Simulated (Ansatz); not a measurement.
## Moving the functional in Ta3Cu

```
Ta Cu
1.0
    -2.00651    2.00651    4.20817
     2.00651   -2.00651    4.20817
     2.00651    2.00651   -4.20817
Ta Cu
3 1
Direct
  0.50000 0.50000 0.00000
  0.25000 0.75000 0.50000
  0.75000 0.25000 0.50000
  0.00000 0.00000 0.00000
```

The cell comes from a database or a generator and needn't be the stable form of this composition.

Kept alike: task band structure; k mesh 9 × 9 × 9; occupations fermi-dirac, width 0.05 eV; no spin polarisation. Program: Ansatz, all-electron LAPW, scalar-relativistic. The mesh is that of the run's cell of 4 atoms. No spin-orbit coupling.

| functional | pressure (GPa) |
| --- | --- |
| LDA | -11.28 |
| PBE | 0.49 |
| PBEsol | -6.28 |

Pressure is positive in compression. For a metal such a mesh leaves the last digits unconverged.

The pressure runs from -11.28 (LDA) to 0.49 GPa (PBE). From PBE: LDA -11.77; PBEsol -6.77.

At this fixed geometry PBE is almost stress-free at 0.49 GPa, whereas PBEsol (-6.28 GPa) and LDA (-11.28 GPa) both pull the cell inward. Their equilibrium volumes are therefore smaller than the one used, with LDA's the smallest. This is the usual order for metals, and it follows from how each functional treats density gradients. PBE's exchange enhancement favours inhomogeneous densities, which weakens cohesion and expands the lattice. PBEsol uses a weaker gradient correction, suited to slowly varying densities, and so recovers part of the contraction found with LDA.

The near-zero PBE value probably reflects a cell originally relaxed with that functional or a similar one, and is no sign of better accuracy. Properties compared at this common volume would describe a lattice under effective tension in LDA and PBEsol, so they would differ from those at each functional's own equilibrium. A small mean pressure also leaves open whether the axial ratio is relaxed, since opposing stress components can cancel.
